**Q:** I have six valleys of La₂O₃ here, each a local top of the valence band or a local bottom of the conduction band. I already know that the highest valence level lies at L. The candidate numbers stand for these places: in the conduction band, 7 is Gamma, 5 is M and 6 is K; in the valence band, 3 is K, 2 is a point on the H-A line and 4 is a place without a name. Can I work out where the six belong from these values?

Valleys of La2O3 (space group P-3m1, cell not relaxed), computed with Ansatz 0.2.0 using PBE, scalar-relativistic PAW, a 420 eV plane-wave cutoff and k meshes of 12×12×8 for the density and 24×24×14 for the levels. Distances are from the valence top or the conduction bottom, counts are of symmetry-equivalent copies, and masses are principal values, positive for holes. Candidates: 7, 3, 5, 2, 4, 6.

```
row  valley distance from edge (eV)  valley count  valley lightest mass (m_e)  valley heaviest mass (m_e)
  A                           0.439             1                       0.928                       1.420
  B                           0.004             6                       1.261                       4.835
  C                           0.000             3                       0.717                       4.200
  D                           0.015             2                       1.422                       1.586
  E                           0.111             2                       1.094                       5.179
  F                           0.113             6                       1.657                       2.768
```

**A:** Some of them, yes. Start with the valley count, because symmetry alone fixes it. An electron state in a crystal carries a wave vector, which says how the phase of the wave changes from one unit cell to the next. Rotate or reflect the crystal onto itself and the wave vector usually turns into another one with the same energy, so a valley comes in copies.

This crystal has 12 such operations, inversion included. The number of copies is 12 divided by the number of operations that leave the wave vector where it is, or move it to an equivalent place.

**Q:** So I need to know how symmetric each candidate place is. What do the letters mean?

**A:** Gamma is the centre, where all cells are in step, and every operation keeps it. M is the middle of a side of the hexagon around Gamma, and K is a corner. Four operations keep M and six keep K. The points A, L and H lie straight above Gamma, M and K in the direction of the c axis, where successive cells along c are in opposite step.

**Q:** Then Gamma has one copy, M three and K two. Row A must be Gamma and row C must be M, both in the conduction band.

**A:** Those two are sure. Row C also has zero distance from its edge, which fits: L already holds the valence top, so the other zero has to be the conduction bottom.

**Q:** One candidate has no name for its place. I took that to mean a point without any symmetry, but then I would expect 12 copies, and no row has 12.

**A:** Your count is right, and it tells you something about that valley. It must lie on some symmetry element, and its coordinates in the calculation put it in a mirror plane. A point in a mirror plane keeps two operations, the reflection and doing nothing, so it has six copies. A point on the H-A line also keeps two, with a twofold rotation in place of the reflection. Rows B and F are therefore these two valence valleys, but the count can't say which is which.

**Q:** That leaves D and E for the two K valleys. Holes are usually heavier than electrons, and E has the largest mass in the table, so is E the valence one?

**A:** It is a reasonable suspicion, but the rule is weak here. Row C is a conduction valley and its heaviest mass is 4.2 electron masses. Row F is a valence valley whichever of the two places it takes, and its heaviest mass is only 2.8. We need to know what makes a band heavy in a particular direction.

The effective mass is the inverse of the curvature of the band: a flat band means a heavy carrier. Go from K straight up to H. The phase pattern within the plane stays the same, while successive cells along c go from in step to opposite step. If the orbitals in neighbouring cells couple strongly for that pattern, the energy changes a lot on the way. If they couple weakly, the band stays flat and the mass along c is large.

**Q:** Does the calculation give those energy changes?

**A:** It does. I use only the changes here, because the levels themselves would give the answer away. Between K and H the highest valence level changes by 0.118 eV and the lowest conduction level by 0.379 eV. To turn such a change W into a mass, take the simplest curve that is level at both ends, a single cosine:

|E(k) − E(K)| = (W/2)(1 − cos kc) ≈ W c²k²/4 for small k

Here k is the wave vector along c, measured from K, and c is the cell height. Setting the last expression equal to ħ²k²/2m gives

m = 2ħ²/(W c²)

For the valence band, with ħ²/mₑ = 7.62 eV Å² and c = 6.112 Å, this is 2 × 7.62/(0.118 × 6.112²) ≈ 3.5 electron masses. The same step gives about 1.1 for the conduction band.

**Q:** But the table doesn't say which mass points along c.

**A:** At K, symmetry narrows that down. The threefold axis gives the band the same curvature at K in every direction within the plane, so the two in-plane masses are equal. The mass along c must then be either the lightest or the heaviest one listed.

Now compare the bands with each other. The two energy changes ask for a valence mass along c about 3.2 times the conduction mass. If E is the valence valley and its heavy mass points along c, the ratio is 3.3 to 3.6, depending on which mass of D points that way. With D and E exchanged, it can't exceed 1.45.

**Q:** That sounds decisive.

**A:** I would call it probable. The exchanged assignment has one point in its favour: the light mass of E, 1.09, is almost exactly the conduction estimate. It fails on the valence side, where the estimate of 3.5 would have to stand for a mass of at most 1.6.

How large an error should we allow the cosine? At L, where the place is known, the valence band changes by 0.30 eV on the way to M. The estimate there is 1.36 electron masses, about 30 % above the computed mass along c. An error by a factor of more than two would be much worse than that, but one test valley is a thin basis for certainty.

**Q:** And B and F? B lies almost at the valence top, and its masses differ much more between directions.

**A:** Both observations are correct, but symmetry ties neither of them to a place. I would leave that pair open. So A and C are sure, E as valence K and D as conduction K are probable, and B and F are ambiguous. Here are the labels.

The rows with their labels:

```
row  valley distance from edge (eV)  valley edge  valley place  valley count  valley lightest mass (m_e)  valley heaviest mass (m_e)
  1                           0.000      valence             L             3                       1.039                       3.961
  2                           0.004      valence      H-A line             6                       1.261                       4.835
  3                           0.111      valence             K             2                       1.094                       5.179
  4                           0.113      valence           n/a             6                       1.657                       2.768
  5                           0.000   conduction             M             3                       0.717                       4.200
  6                           0.015   conduction             K             2                       1.422                       1.586
  7                           0.439   conduction         Gamma             1                       0.928                       1.420
```

**Q:** E is the valence valley at K, then, and D the conduction valley. B lies on the H-A line and F is the one in the mirror plane. Does the heavy mass of E really point along c?

**A:** It does: the principal axes from the calculation put the 5.2 along c and the light masses in the plane. Until now that was an assumption, and the ratio came out right only with it.

The size is less well met, because the computed mass is 1.5 times the cosine estimate. I compared the same formula, with no adjusted constant, with five valleys: L and K in the valence band, and M, K and Gamma in the conduction band. It comes out too light at four of them and too heavy at L; the output below lists the comparison. A single cosine ties the curvature at the valley to the total energy change, whereas a real band can be flatter or sharper near its end for the same total. Between L and M another band might also cross the highest one, and then the two end levels wouldn't belong to one smooth curve.

**Q:** What puzzles me is that the valence band is light along c at L and heavy along c at K. Isn't it the same band?

**A:** It is the highest band at both places, but a mass belongs to a valley and not to a whole band. Going from in step to opposite step along c raises the valence level between M and L, but lowers it between K and H, and by less. Each orbital couples to several neighbours in the next cell, and the in-plane phase pattern decides whether those contributions add up or partly cancel. The mix of orbitals in the highest band can also change from place to place. Both are general reasons; how much each of them matters here is untested.

**Q:** Could I use this for a valley in another crystal?

**A:** Yes, in the same two steps. Divide the number of the crystal's symmetry operations by the number that keep its wave vector, and you have the number of copies. In a crystal without an inversion centre, time reversal can add further ones. Then look at how much the band changes from the valley straight across to the opposite phase pattern. For the same cell height, the cosine gives twice the mass for half the change, provided the band is level at both ends and runs smoothly between them. Take that as a rough guide only: from L to K in the valence band here, the estimated mass along c grows by a factor of 2.5, but the computed one by a factor of 5.0.

**Q:** And may I take the order of the valleys from the table as well?

**A:** Not for the closest pairs. On the valence side L and the H-A line differ by 4 meV, and K and the valley in the mirror plane by only 2 meV. On the conduction side M and K differ by 15 meV. The cell was not relaxed and spin-orbit coupling was left out, and either could reverse differences that small. The masses need some care too, since this density functional makes the gap too small, which tends to make carriers too light. The valley counts are safe from all this as long as the crystal keeps its symmetry and the valleys stay at their places.

The analysis program printed:

```
Copies by symmetry and spread of masses:
  row  expected copies  computed copies  heaviest over lightest mass
    1                3                3                        3.812
    2                6                6                        3.834
    3                2                2                        4.734
    4                6                6                         1.67
    5                3                3                        5.858
    6                2                2                        1.115
    7                1                1                         1.53
Valence band, change from K to H in eV: 0.118
Conduction band, change from K to H in eV: 0.379
Valence K, cosine estimate of mass along c in m_e: 3.457
Conduction K, cosine estimate of mass along c in m_e: 1.076
Valence over conduction mass along c at K, from the two widths alone: 3.212
Same ratio, anisotropic row as valence, smallest possible with its heavy mass along c: 3.265
Same ratio, anisotropic row as valence, true axes: 3.642
Same ratio, rows swapped, largest possible: 1.45
Valence L, cosine estimate of mass along c in m_e: 1.36
Conduction M, cosine estimate of mass along c in m_e: 0.7712
Conduction M, computed mass along c in m_e: 0.9161
Conduction Gamma, cosine estimate of mass along c in m_e: 1.136
Valence K, computed over estimated mass along c: 1.498
Conduction K, computed over estimated mass along c: 1.321
Valence L, computed over estimated mass along c: 0.764
Conduction M, computed over estimated mass along c: 1.188
Conduction Gamma, computed over estimated mass along c: 1.25
```
